# Appendix: Smallest supercell commensurate with a phonon wavevector

## Premises and conventions

The crystal has primitive lattice vectors $\mathbf a_1,\mathbf a_2,\mathbf a_3$ and reciprocal vectors with $\mathbf a_i\cdot\mathbf b_j=2\pi\delta_{ij}$. A lattice vector $\mathbf R=\sum_j x_j\mathbf a_j$ is written as the integer row $x$, and a wavevector $\mathbf q=\sum_j f_j\mathbf b_j$ as the column $f$, so that $\mathbf q\cdot\mathbf R=2\pi\,x f$. The wavevector is rational, $f_j=m_j/n_j$ with $n_j\ge1$ and $\gcd(m_j,n_j)=1$; a vanishing component is written $0/1$.

A supercell has vectors $\mathbf A_i=\sum_j S_{ij}\mathbf a_j$, with $S$ an integer matrix and $\det S\neq0$. The rows of $S$ generate the superlattice $\Lambda(S)$. The supercell is commensurate with $\mathbf q$ if $e^{i\mathbf q\cdot\mathbf T}=1$ for every $\mathbf T$ in $\Lambda(S)$. It suffices that this holds for the three generators, so the condition is

$$S f\in\mathbb Z^3 .\tag{1}$$

The result to be proved is the following. Let $N_q=\operatorname{lcm}(n_1,n_2,n_3)$. Every commensurate supercell contains a multiple of $N_q$ primitive cells, a supercell of exactly $N_q$ cells exists, and its superlattice is unique. The construction was brought into lattice dynamics and electron-phonon calculations by Lloyd-Williams and Monserrat (2015).

## Hermite normal form and the size of a supercell

Exchanging two rows of $S$, changing the sign of a row and adding an integer multiple of one row to another are invertible operations over the integers. They leave $\Lambda(S)$ and $|\det S|$ unchanged. Euclid's algorithm applied to the first column by these operations leaves one positive entry at the top and zeros below; the column cannot vanish entirely because $\det S\ne0$. The same procedure on the second column of the lower two rows gives a triangular matrix. Subtracting multiples of row 2 from row 1, and then multiples of row 3 from rows 1 and 2, yields the Hermite normal form

$$H=\begin{pmatrix}H_{11}&H_{12}&H_{13}\\0&H_{22}&H_{23}\\0&0&H_{33}\end{pmatrix},\qquad H_{ii}>0,\quad 0\le H_{12}<H_{22},\quad 0\le H_{13},H_{23}<H_{33}.\tag{2}$$

Any integer row $x$ is brought into the box $0\le r_i<H_{ii}$ by subtracting multiples of rows 1, 2 and 3 in turn, since each later row leaves the earlier components alone. Two box vectors cannot differ by a nonzero superlattice vector $c_1H_{1\cdot}+c_2H_{2\cdot}+c_3H_{3\cdot}$: its first component $c_1H_{11}$ must be smaller than $H_{11}$ in modulus, so $c_1=0$, and the same argument then gives $c_2=0$ and $c_3=0$. The box vectors therefore label the primitive cells of the supercell, and their number is

$$H_{11}H_{22}H_{33}=|\det S| .\tag{3}$$

## Lower bound

Let $Sf=z$ with $z$ integer. Multiplying by the adjugate matrix, which has integer entries and obeys $\operatorname{adj}(S)\,S=(\det S)\,\mathbb 1$, gives $(\det S)\,f=\operatorname{adj}(S)\,z\in\mathbb Z^3$. Hence $n_j$ divides $m_j\det S$, and since $\gcd(m_j,n_j)=1$, $n_j$ divides $\det S$. A common multiple of $n_1,n_2,n_3$ is a multiple of their least common multiple, so

$$N_q\ \text{divides}\ |\det S| .\tag{4}$$

The same argument with $\det S$ replaced by an integer $p$ shows that $p\mathbf q$ is a reciprocal lattice vector exactly when $N_q$ divides $p$. Thus $N_q$ is the order of $\mathbf q$ modulo the reciprocal lattice and does not depend on the primitive basis chosen.

For a diagonal $S$, Eq. (1) reads $S_{jj}m_j/n_j\in\mathbb Z$, so $n_j$ divides $S_{jj}$ and the smallest diagonal cell has $n_1n_2n_3$ cells. This number depends on the basis and equals $N_q$ only if the $n_j$ are pairwise coprime.

## Two arithmetic lemmas

*Lemma 1.* If $\gcd(m,n)=1$, the integer combinations of $m/n$ and $1$ are exactly the multiples of $1/n$. Every combination is such a multiple. Conversely, Bézout's identity supplies integers $s,t$ with $sm+tn=1$, so $1/n=s\,m/n+t$.

*Lemma 2.* If $m/n$ and $m'/n'$ are in lowest terms and $\lambda=\operatorname{lcm}(n,n')$, the integer combinations of $m/n$, $m'/n'$ and $1$ are exactly the multiples of $1/\lambda$. Every combination is such a multiple. By Lemma 1 the set contains $1/n=(\lambda/n)/\lambda$ and $1/n'=(\lambda/n')/\lambda$. The integers $\lambda/n$ and $\lambda/n'$ are coprime, for a common divisor $d>1$ would make $\lambda/d$ a smaller common multiple of $n$ and $n'$. Bézout's identity then gives $1/\lambda$ as a combination.

## Construction

Set $n_{23}=\operatorname{lcm}(n_2,n_3)$, so that $N_q=\operatorname{lcm}(n_1,n_{23})$, and choose the diagonal

$$H_{33}=n_3,\qquad H_{22}=\frac{n_{23}}{n_3},\qquad H_{11}=\frac{N_q}{n_{23}} .\tag{5}$$

All three are positive integers and their product is $N_q$. Equation (1) is satisfied row by row from the bottom.

*Row 3.* $H_{33}f_3=m_3$ is an integer.

*Row 2.* $H_{22}f_2=m_2(n_{23}/n_2)/n_3$ is a multiple of $1/n_3$. By Lemma 1 its negative equals $y f_3$ plus an integer for some integer $y$, that is,

$$y\,m_3\equiv-\,m_2\,\frac{n_{23}}{n_2}\pmod{n_3}.\tag{6}$$

Subtracting multiples of row 3 changes $y$ by multiples of $n_3$ and the row sum by integers, which brings $y$ to a value $H_{23}$ in $[0,H_{33})$.

*Row 1.* $H_{11}f_1=m_1(N_q/n_1)/n_{23}$ is a multiple of $1/n_{23}$. By Lemma 2 there are integers $v,w$ with $H_{11}f_1+vf_2+wf_3\in\mathbb Z$. Rows 2 and 3 already satisfy Eq. (1), so subtracting multiples of row 2 brings $v$ into $[0,H_{22})$, and subtracting multiples of row 3 then brings $w$ into $[0,H_{33})$, without spoiling the condition. The reduced values are $H_{12}$ and $H_{13}$.

The matrix has the form (2), satisfies Eq. (1) and, by Eq. (3), contains $N_q$ cells. With Eq. (4) it is a smallest commensurate supercell.

## Uniqueness and the wavevectors that the cell contains

Let $\Lambda_q$ be the set of all integer rows with $xf\in\mathbb Z$. Lemma 2, applied first to $f_2,f_3$ and then to $f_1$ and $1/n_{23}$, shows that $xf$ modulo 1 takes all $N_q$ values $p/N_q$. Two rows give the same value exactly when their difference lies in $\Lambda_q$, so $\Lambda_q$ has $N_q$ cosets. Now let $H$ be the normal form of any commensurate supercell of $N_q$ cells. Since $\Lambda(H)\subseteq\Lambda_q$, reduction to the box preserves $xf$ modulo 1, so the $N_q$ box vectors take all $N_q$ values, each once. A row of $\Lambda_q$ therefore reduces to the only box vector with value zero, which is the null vector, and lies in $\Lambda(H)$. Hence $\Lambda(H)=\Lambda_q$. Geometrically, $\Lambda_q$ collects the lattice points at which the wave $e^{i\mathbf q\cdot\mathbf R}$ has the phase of the origin. The basis remains free, and integer row operations may be used to shorten the cell vectors.

The wavevectors commensurate with $S$ are $f'=S^{-1}z$. Two of them differ by a reciprocal lattice vector when their $z$ differ by an integer combination of the columns of $S$, and Eq. (3) applied to the transpose counts $|\det S|$ classes. For the minimal cell the $N_q$ multiples $j\mathbf q$, $j=0,\dots,N_q-1$, are commensurate and mutually inequivalent, so they exhaust the list.

## What the minimal cell delivers

For any $\mathbf R$, $\mathbf q\cdot\mathbf R=2\pi p/N_q$ with integer $p$, and the geometric sum gives

$$\frac1{N_q}\sum_{j=0}^{N_q-1}e^{ij\mathbf q\cdot\mathbf R}=\begin{cases}1,&\mathbf R\in\Lambda_q\\0,&\text{otherwise.}\end{cases}\tag{7}$$

Displacing atom $\kappa$ of the home cell by $u$ along $\alpha$ under the periodic boundary conditions of the supercell displaces its images at all $\mathbf T\in\Lambda_q$. By Eq. (7) this pattern is the sum of $N_q$ plane waves of amplitude $u/N_q$, and to first order in $u$ the responses add.

*Force constants.* Let $\Phi_{\kappa\alpha,\kappa'\beta}(\mathbf R)$ be the second derivative of the Born-Oppenheimer energy with respect to $u_{\kappa\alpha}(\mathbf 0)$ and $u_{\kappa'\beta}(\mathbf R)$, and $C(\mathbf p)=\sum_{\mathbf R}\Phi(\mathbf R)e^{i\mathbf p\cdot\mathbf R}$. The dynamical matrix is $D_{\kappa\alpha,\kappa'\beta}=C_{\kappa\alpha,\kappa'\beta}/\sqrt{M_\kappa M_{\kappa'}}$, with eigenvalues $\omega^2_{\mathbf q\nu}$ and normalised eigenvectors $e_{\kappa\alpha,\nu}(\mathbf q)$ for modes $u_{\kappa\alpha}(\mathbf R)\propto e_{\kappa\alpha,\nu}e^{i\mathbf q\cdot\mathbf R}/\sqrt{M_\kappa}$. The wave $u_{\kappa\alpha}(\mathbf R'')=u\,e^{i\mathbf p\cdot\mathbf R''}$ produces the force $-u\sum_{\mathbf R''}\Phi(\mathbf R-\mathbf R'')e^{i\mathbf p\cdot\mathbf R''}=-u\,e^{i\mathbf p\cdot\mathbf R}C(-\mathbf p)$ on atom $\kappa'$ in cell $\mathbf R$ along $\beta$. The supercell force is therefore $F(\mathbf R)=-(u/N_q)\sum_j e^{ij\mathbf q\cdot\mathbf R}C(-j\mathbf q)$. Multiply by $e^{i\mathbf q\cdot\mathbf R}$ and sum over the cells of the supercell. There $p$ runs once through $0,\dots,N_q-1$, so $\sum_{\mathbf R}e^{i(j+1)\mathbf q\cdot\mathbf R}$ equals $N_q$ for $j\equiv-1$ and vanishes otherwise. As $C$ is periodic in the reciprocal lattice,

$$C_{\kappa\alpha,\kappa'\beta}(\mathbf q)=-\frac1u\sum_{\mathbf R\in\text{cell}}e^{i\mathbf q\cdot\mathbf R}F_{\kappa'\beta}(\mathbf R).\tag{8}$$

No force constant has been cut off. In real space $F(\mathbf R)=-u\sum_{\mathbf T}\Phi(\mathbf R+\mathbf T)$, and all images carry the same phase, so a short distance between images does no harm at this order.

*Electron-phonon matrix elements.* Let $V$ be the self-consistent potential and $\partial_{\kappa\alpha,\mathbf p}V=\sum_{\mathbf R}e^{i\mathbf p\cdot\mathbf R}\,\partial V/\partial u_{\kappa\alpha}(\mathbf R)$. By Eq. (7) the supercell yields $\Delta V=(u/N_q)\sum_j\partial_{\kappa\alpha,j\mathbf q}V$. The Bloch states $\psi_{n\mathbf k}$ and $\psi_{m\mathbf k+\mathbf q}$ of the undistorted crystal fold onto one supercell wavevector, for any $\mathbf k$. Under a lattice translation $\mathbf R$ the integrand of term $j$ acquires the phase $e^{i(j-1)\mathbf q\cdot\mathbf R}$, so in the integral over the supercell only $j=1$ survives. That integrand is lattice periodic, and its supercell integral with states normalised in the supercell (sc) equals the primitive-cell integral with states normalised in the primitive cell (uc). The coupling, in energy units, is

$$g_{mn\nu}(\mathbf k,\mathbf q)=\sum_{\kappa\alpha}\sqrt{\frac{\hbar}{2M_\kappa\omega_{\mathbf q\nu}}}\;e_{\kappa\alpha,\nu}(\mathbf q)\,\langle\psi_{m\mathbf k+\mathbf q}|\partial_{\kappa\alpha,\mathbf q}V|\psi_{n\mathbf k}\rangle_{\rm uc},\qquad \langle\cdot|\partial_{\kappa\alpha,\mathbf q}V|\cdot\rangle_{\rm uc}=\frac{N_q}{u}\langle\cdot|\Delta V|\cdot\rangle_{\rm sc}.\tag{9}$$

## Uniform grids

On the $\Gamma$-centred grid $f=(k_1/N_1,k_2/N_2,k_3/N_3)$ each reduced denominator $n_j$ divides $N_j$, so $N_q$ divides $\operatorname{lcm}(N_1,N_2,N_3)$. For an $N\times N\times N$ grid every point is reached with a cell of at most $N$ primitive cells. A single cell commensurate with the whole grid must satisfy Eq. (1) for $(1/N,0,0)$, $(0,1/N,0)$ and $(0,0,1/N)$, so every column of $S$ is divisible by $N$ and $|\det S|$ is a multiple of $N^3$. The saving comes from using many small cells in place of one large cell.

The information is the same. The inverse transform $N^{-3}\sum_{\mathbf q}C(\mathbf q)e^{-i\mathbf q\cdot\mathbf R}$ over the grid equals $\sum_{\mathbf T}\Phi(\mathbf R+\mathbf T)$ with $\mathbf T$ on the $N\times N\times N$ superlattice, because $N^{-3}\sum_{\mathbf q}e^{i\mathbf q\cdot(\mathbf R'-\mathbf R)}$ is a product of three geometric sums that equals 1 for such differences and 0 otherwise. Fourier or Wannier interpolation thus starts from the real-space quantities of the large cell.

For prime $N$ each of the $N^3-1$ nonzero points has order $N$, and a cell holds $N-1$ of them, each in one cell only, which gives $N^2+N+1$ cells before symmetry is used. In a simple cost model the time per electronic $\mathbf k$ point grows as the cube of the cell size, the number of $\mathbf k$ points falls as its inverse, and the displaced atoms are those of one primitive cell, so the cost of a cell goes as the square of its size. The totals are then $(N^2+N+1)N^2$ against $N^6$.

## Range of validity

The theorem is exact for rational $\mathbf q$ expressed in a primitive reciprocal basis of the reference state, magnetic order included. An irrational component admits no commensurate cell, and rational approximants need cells that grow with the denominator.

Equations (8) and (9) assume linear response. For a force $F(u)=-(k_2u+k_3u^2/2+k_4u^3/6)$ the central difference $[F(-u)-F(u)]/2u$ equals $k_2+k_4u^2/6$. Defining a length $\ell$ by $|k_4|/6=k_2/\ell^2$, the relative truncation error is $(u/\ell)^2$. A soft mode arises from cancellation among force constants of ordinary size, so its $\omega^2$ is uncertain by about $\omega_0^2(u/\ell)^2$, where $\omega_0$ is an ordinary phonon frequency. With the illustrative inputs $u=0.01$ Å, $\ell=1$ Å and $\hbar\omega_0=20$ meV, this model term rivals the harmonic one when $\hbar|\omega|$ is near $0.2$ meV.

The minimal cell contains only the multiples of $\mathbf q$. Second-order shifts of electronic levels, which pair $\mathbf q$ with $-\mathbf q$, can be summed cell by cell. Terms that couple independent wavevectors cannot: general anharmonic force constants, multiphonon vertices, thermal sampling of all modes at once, polarons and multi-$\mathbf q$ ordered phases need a cell commensurate with all the wavevectors involved.

The electronic sampling must be equivalent in all cells. A primitive mesh of $N_k$ points that is closed under addition of $\mathbf q$ folds onto $N_k/N_q$ supercell points, which in general do not form a diagonal mesh of the supercell. This matters most in metals, where the same smearing must be kept as well. In polar insulators Eqs. (8) and (9) include the dipole fields at each $\mathbf q\neq0$; the $j=0$ component is computed at zero macroscopic field and lacks the nonanalytic term, and the long-range parts must still be separated before interpolation.

## Illustration: 2H-NbSe$_2$

The hexagonal cell holds six atoms. Approximate lattice constants $a=3.44$ Å and $c=12.55$ Å serve as inputs; the cell counts below are exact integers and only the lengths depend on these values. With $\mathbf a_1=a(1,0,0)$, $\mathbf a_2=a(-\tfrac12,\tfrac{\sqrt3}2,0)$ and $\mathbf a_3=c(0,0,1)$, one has $\mathbf b_1=\tfrac{2\pi}a(1,\tfrac1{\sqrt3},0)$, $\mathbf b_2=\tfrac{2\pi}a(0,\tfrac2{\sqrt3},0)$ and a volume $\tfrac{\sqrt3}{2}a^2c=129$ Å$^3$. The nominal ordering vector $\mathbf q_1=(1/3,0,0)$ lies two thirds of the way from $\Gamma$ to M $=(1/2,0,0)$, with $|\mathbf q_1|=4\pi/(3\sqrt3a)=0.703$ Å$^{-1}$ and wavelength $3\sqrt3a/2=8.94$ Å.

The denominators $(3,1,1)$ give $H=\operatorname{diag}(3,1,1)$ by Eq. (5): 3 cells, 18 atoms, 386 Å$^3$. The denominators are pairwise coprime, so the minimal cell is diagonal in this basis. Replacing $3\mathbf a_1$, of length 10.32 Å, by $3\mathbf a_1+\mathbf a_2$ shortens it to $\sqrt7a=9.10$ Å. The threefold axis generates $\mathbf q_2=(-1/3,1/3,0)$ and $\mathbf q_3=(0,-1/3,0)$. For $\mathbf q_2$, Eq. (5) gives the diagonal $(1,3,1)$, and row 1 requires $-1/3+H_{12}/3\in\mathbb Z$, so $H_{12}=1$. The lattice spanned by $\mathbf a_1+\mathbf a_2$ and $3\mathbf a_2$ is that of $\mathbf q_1$ rotated by $120^\circ$, since this rotation maps $\mathbf a_1$ to $\mathbf a_2$ and $\mathbf a_2$ to $-\mathbf a_1-\mathbf a_2$.

| $f$ | rows of $H$ | $N_q$ | $n_1n_2n_3$ |
|---|---|---|---|
| $(1/3,0,0)$ | $(3,0,0),(0,1,0),(0,0,1)$ | 3 | 3 |
| $(-1/3,1/3,0)$ | $(1,1,0),(0,3,0),(0,0,1)$ | 3 | 9 |
| $(0,-1/3,0)$ | $(1,0,0),(0,3,0),(0,0,1)$ | 3 | 3 |
| K $=(1/3,1/3,0)$ | $(1,2,0),(0,3,0),(0,0,1)$ | 3 | 9 |
| $(1/6,1/3,1/2)$ | $(1,1,1),(0,3,0),(0,0,2)$ | 6 | 36 |

The cell for K is the $\sqrt3\times\sqrt3$ cell, with $|\mathbf a_1+2\mathbf a_2|=\sqrt3a=5.96$ Å. In the last row Eq. (6) reads $y\equiv-2\pmod 2$, so $H_{23}=0$, and $1/6+1/3+1/2=1$ fixes row 1.

A cell commensurate with both $\mathbf q_1$ and $\mathbf q_3$ has its first two columns divisible by 3, so it needs at least the $3\times3\times1$ cell of 9 cells and 54 atoms. Because $\mathbf q_1+\mathbf q_2+\mathbf q_3=0$, a cubic coupling of the three amplitudes is allowed by crystal momentum, and it is absent from each 18-atom cell. That cell gives the harmonic phonons at the ordering vector, and by Eq. (9) the couplings of the modes with $\omega^2>0$, while a triple-$\mathbf q$ ordered structure needs 54 atoms.

A $6\times6\times2$ grid has 72 points, and its single cell has 432 atoms. The points with $2f$ integer number 8 and those with $3f$ integer number 9, both counts including $\Gamma$. This leaves 7 points of order 2, 8 of order 3 and 56 of order 6. A cell of size 6 contains two points of order 6, namely $\pm\mathbf q$, so there are 28 such cells of 36 atoms. They also cover the points of lower order, since the sum of a point of order 2 and one of order 3 has order 6 and both lie among its multiples. In the cost model, without symmetry, the totals are $72^2=5184$ and $28\times6^2=1008$, a ratio of 5.1 that belongs to the model.

The ordering vector of this compound is typically described as slightly incommensurate. Taking $f_1=(1-\delta)/3$ with the approximate input $\delta=0.02$ shifts $|\mathbf q|$ by 0.014 Å$^{-1}$ and gives $f_1=49/150$, which needs 150 cells and 900 atoms whatever the cell shape; interpolation from a grid, or linear-response theory in the primitive cell, is then the practical route.

For silicon, with two atoms in the face-centred cubic primitive cell and $\mathbf b_1,\mathbf b_2,\mathbf b_3=\tfrac{2\pi}{a}(-1,1,1),\tfrac{2\pi}{a}(1,-1,1),\tfrac{2\pi}{a}(1,1,-1)$, the points X $=(\tfrac12,0,\tfrac12)$, L $=(\tfrac12,\tfrac12,\tfrac12)$, W $=(\tfrac12,\tfrac14,\tfrac34)$ and K $=(\tfrac38,\tfrac38,\tfrac34)$ need 2, 2, 4 and 8 cells, against 4, 8, 32 and 256 for diagonal cells. An $8\times8\times8$ grid is covered with cells of at most 16 atoms in place of one cell of 1024.